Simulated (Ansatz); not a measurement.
# Abstraction of H: C2H6ClGa + C2H7GaN → C2H5ClGa + C2H8GaN

Gas-phase species: C2H6ClGa `C[CH2][GaH][Cl]`, singlet; C2H7GaN `C[CH2][Ga][NH2]`, doublet; C2H5ClGa `C[CH2][Ga][Cl]`, doublet; C2H8GaN `C[CH2][GaH][NH2]`, singlet. A radical takes H: the energy is the difference in strength between two Ga–H bonds in different surroundings.

Shapes, held fixed at every level: PBE0-D4/def2-TZVP. Flexible molecules stand in one conformer, not always the lowest. Programs: Ansatz 0.2.0. Electronic energies: no zero-point or thermal term.

```
               level                    kind  ΔE (kJ/mol)  less CCSD(T)/def2-TZVPP
      MP2/def2-TZVPP     perturbation theory        -13.5                     +2.1
   PBE-D4/def2-TZVPP                     GGA        -20.9                     -5.3
r2SCAN-D4/def2-TZVPP                meta-GGA        -18.2                     -2.6
 B3LYP-D4/def2-TZVPP           global hybrid        -22.0                     -6.4
  PBE0-D4/def2-TZVPP           global hybrid        -18.2                     -2.6
  wB97M-V/def2-TZVPP  range-separated hybrid        -18.6                     -3.0
     CCSD/def2-TZVPP   coupled cluster or CI        -14.9                     +0.7
  CCSD(T)/def2-TZVPP   coupled cluster or CI        -15.6                      0.0
```

The highest level, CCSD(T)/def2-TZVPP, gives ΔE = -15.6 kJ/mol; the levels span -22.0 to -13.5. The column of differences is taken from that level and isn't an error. No measured value is set beside it here. Open shells run unrestricted. Relativity is left out for Ga. Outer-core shells of Ga are correlated, in sets that cover them unevenly.

Hydrogen transfer to the amido-substituted gallium radical is downhill at every level, so the Ga–H bond is stronger beside NH2 than beside Cl, by 15.6 kJ/mol at CCSD(T). The ethyl group is common to both sides, leaving the contrast between amide and chloride. Both ligands withdraw σ density and donate a lone pair into the empty gallium p orbital, which is present in the radical as well as in the trivalent hydride, so π donation largely cancels. The remaining preference probably reflects the more electronegative chlorine drawing gallium p character into its own bond, leaving the unpaired electron in an orbital richer in s character and so better stabilised. Perturbative triples change the balance little, which suggests that neither radical brings unusual correlation demands. The density functionals all exaggerate the preference relative to CCSD(T), but not in order of their type: B3LYP lies furthest away, while r2SCAN and PBE0 coincide. The energies establish the direction of exchange, not how readily it occurs, since no barrier was computed.
